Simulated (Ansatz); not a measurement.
# ScH3: pressure against volume ratio

Results calculated with Ansatz 0.2.0, not measured. Plane-wave density functional theory, PAW datasets, Gaussian smearing 0.05 eV: equation of state, the given cell scaled in volume with shape and atoms relaxed at each volume.

The cell before it is scaled or strained (space group Fm-3m, No. 225):
```
CELL_PARAMETERS angstrom
0.00000 2.35290 2.35290
2.35290 0.00000 2.35290
2.35290 2.35290 0.00000
ATOMIC_POSITIONS crystal
Sc 0.00000 0.00000 0.00000
H 0.50000 0.50000 0.50000
H 0.25000 0.25000 0.25000
H 0.75000 0.75000 0.75000
```

Settings of every row: paw set soft_2; functional PBEsol; spin treatment none; moment partition spheres; spin axis none; wave cutoff 420 eV; k mesh 10x10x10; symmetry use detected.

Atom hubbard u: 0 on all atoms.

Limits: the cell comes from a prototype or a list of computed structures and needn't be the stable phase.

```
row  volume ratio  V (Å³/atom)  pressure (GPa)  energy above given cell (meV per atom)
  1          0.96        6.253           5.227                                    4.15
  2          0.98        6.383            2.49                                       1
  3             1        6.513               ?                                       ?
  4          1.02        6.643          -2.276                                    0.95
  5          1.04        6.774          -4.348                                    3.64
```

Question: what pressure should row 3 give?

Worked fit of pressure. Take u = (V_r/V)^(2/3) − 1 with V_r = 6.513 Å³ an atom, which is twice the finite (Eulerian) strain; such expansions in the strain, on which the Birch-Murnaghan equation of state is built, carry the rest volume and the bulk modulus. The shown rows have u = 0.02753, 0.01353, -0.01309, -0.02585. Least squares give pressure = −0.0055 + 178.715 × u + 413.5 × u² GPa; a straight line predicts inner rows, each left out in turn, worse (root mean square 0.17 against 0.0047 GPa). The rows lie off it by -0.001, 0.002, -0.002, 0.001. The pressure vanishes at u = 0.0000, or V = 6.513 Å³ an atom, and there the bulk modulus with shape and atoms relaxed is B = −V dP/dV = (2/3)(1 + u) dP/du = 119 GPa. The withheld row has u = 0, so the fit gives −0.0055 + 178.715 × (0) + 413.5 × (0)² = -0.005 GPa.

The calculation gave -0.003 GPa. The fit lies 0.002 GPa (67 % of the value, 0.021 % of the column's range) below it; its largest miss of a shown row is 0.002 GPa.

The other values of row 3: energy above given cell 0 meV per atom.
